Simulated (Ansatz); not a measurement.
Ligand exchange: SiH3I + BH(CH3)(OH) → SiH3(OH) + BH(CH3)I

Species: SiH3I `[SiH3]I`, singlet; BH(CH3)(OH), singlet; SiH3(OH) (silanol), singlet; BH(CH3)I, singlet. The partners trade I for OH: Si–I and B–OH bonds give way to Si–OH and B–I.

Shapes, held fixed at every level: PBE0-D4/def2-TZVP. Flexible molecules stand in one conformer, not always the lowest. Programs: Ansatz 0.2.0. The zero-point and thermal change to 298 K, harmonic and unscaled (PBE0-D4/def2-TZVP), is -4.1 kJ/mol.

| level | kind | ΔH(298 K) (kJ/mol) | less CCSD(T)/def2-TZVPP | CPU time (sum over the molecules) |
| --- | --- | --- | --- | --- |
| r2SCAN-D4/def2-TZVPP | meta-GGA | +64.3 | +6.0 | 18 s |
| B3LYP-D4/def2-TZVPP | global hybrid | +64.8 | +6.5 | 14 s |
| PBE0-D4/def2-TZVPP | global hybrid | +69.0 | +10.7 | 11 s |
| r2SCAN0-D4/def2-TZVPP | global hybrid | +65.6 | +7.3 | 17 s |
| wB97M-V/def2-TZVPP | range-separated hybrid | +67.1 | +8.8 | 38 s |
| B2PLYP/def2-TZVPP | double hybrid | +62.0 | +3.7 | 19 s |
| MP2/def2-SVP | perturbation theory | +84.8 | +26.5 | – |
| CCSD(T)/def2-TZVPP | coupled cluster or CI | +58.3 | 0.0 | 2.2 min |

The highest level, CCSD(T)/def2-TZVPP, gives ΔH(298 K) = +58.3 kJ/mol; the levels span +58.3 to +84.8. The column of differences is taken from that level and isn't an error. No measured value is set beside it here. For atoms past krypton def2 sets carry core potentials with scalar relativity. Correlated rows may include outer-core shells of I, which these sets cover unevenly. Times are processor times on shared x86 and Arm servers, and rough.

The exchange is clearly endothermic at every level: hydroxide prefers boron and iodide prefers silicon. Both centres form strong, polar bonds to oxygen, but three-coordinate boron also has an empty p orbital that accepts density from an oxygen lone pair. The compact 2p orbitals of boron and oxygen overlap well, whereas the diffuse 5p lone pairs of iodine are a poorer match, so moving OH to silicon gives up π stabilisation that the new B–I bond only partly restores. Tetrahedral silicon has no comparable low-lying acceptor and relies on weaker donation into σ* orbitals.

The density functionals agree on the sign and rough size of the enthalpy, and all lie above the coupled-cluster value, B2PLYP by the least. Adding exact exchange to r2SCAN changes the result only slightly. MP2 stands apart, probably as much because of its smaller basis as its treatment of correlation. The reaction enthalpy alone can't separate the π contribution from differences in the σ bonds.
